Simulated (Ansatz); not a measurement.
**A small benchmark: atomisation enthalpy at 298 K**

6 molecules without hydrogen; the atomisation enthalpy at 298 K in kJ/mol, computed less measured. Shapes, held fixed at every level: PBE0-D4/def2-TZVP. Thermal terms are harmonic and unscaled (PBE0-D4/def2-TZVP); the spin-orbit lowering of the free atoms is taken from their spectra. Programs: Ansatz 0.2.0. Measured values: Active Thermochemical Tables, NIST-JANAF tables.

Levels: A = r2SCAN0/STO-3G; B = r2SCAN0-D4/def2-TZVPP; C = wB97M-V/def2-TZVPP; D = MP2/def2-TZVPP.

```csv
molecule,from tabulated heats,A,B,C,D
ICl (iodine monochloride),211,-1,-29,-17,-16
BOF (fluoro(oxo)borane),1501,-8,-71,-19,+29
CO2 (carbon dioxide),1609,-278,-63,+3,+51
NOF (nitrosyl fluoride),867,-264,-73,+28,+35
PF3 (phosphorus trifluoride),1513,-459,-85,+9,+8
SO3 (sulfur trioxide),1420,-1260,-97,-13,+49
```

Q: Which level does best on this set, which worst, and which err to one side?

A: 
```csv
level,kind,mean error,mean absolute error,worst case
r2SCAN0/STO-3G,global hybrid,-378.3,378.3,SO3
r2SCAN0-D4/def2-TZVPP,global hybrid,-69.7,69.7,SO3
wB97M-V/def2-TZVPP,range-separated hybrid,-1.5,14.8,NOF
MP2/def2-TZVPP,perturbation theory,+26.0,31.3,CO2
```

On this set wB97M-V/def2-TZVPP has the smallest mean absolute error and r2SCAN0/STO-3G the largest. r2SCAN0/STO-3G is too low in 6 of 6; r2SCAN0-D4/def2-TZVPP is too low in 6 of 6; MP2/def2-TZVPP is too high in 5 of 6. The molecules' own spin-orbit binding is left out, so errors for heavy halides read too negative. Heats of the atoms come from ATcT where it has them, that of boron, 570 kJ/mol, from recent work. The levels differ in basis as well as in method. The tabulated values of BOF, NOF are in doubt (older tables, estimates, or at odds with other calculations) and kept here. Over the 4 molecules whose values aren't doubted the mean absolute errors are A 499.5; B 68.5; C 10.5; D 31.0. Correlated wave functions converge slowly with the basis. For atoms past krypton def2 sets carry core potentials with scalar relativity. All-electron rows are non-relativistic unless named. Outer-core shells of I are correlated, in sets that cover them unevenly. The set is small.

The collapse of r2SCAN0 in STO-3G is mainly a basis failure. A minimal set has no d functions to polarise sulfur or phosphorus and no freedom for oxygen and fluorine to expand as they gain charge, so SO3, with its short, strongly polar bonds, suffers most at -1260 kJ/mol. The near-perfect ICl value at that level is probably a cancellation of errors, not a sign of a sound description.

With the larger basis, r2SCAN0 still underbinds throughout. This probably reflects its share of exact exchange, which weakens bonds when the accompanying correlation doesn't fully make up for the missing left-right correlation. MP2 errs the other way most clearly for CO2 and SO3, where second-order theory tends to exaggerate correlation in multiple bonds; the single-bonded PF3 is much closer. Since a more complete basis would normally increase MP2 binding, its agreement for PF3 may be partly fortuitous. The tiny mean error of wB97M-V likewise owes much to opposing signs, though its lead in absolute error survives removal of the doubtful references.
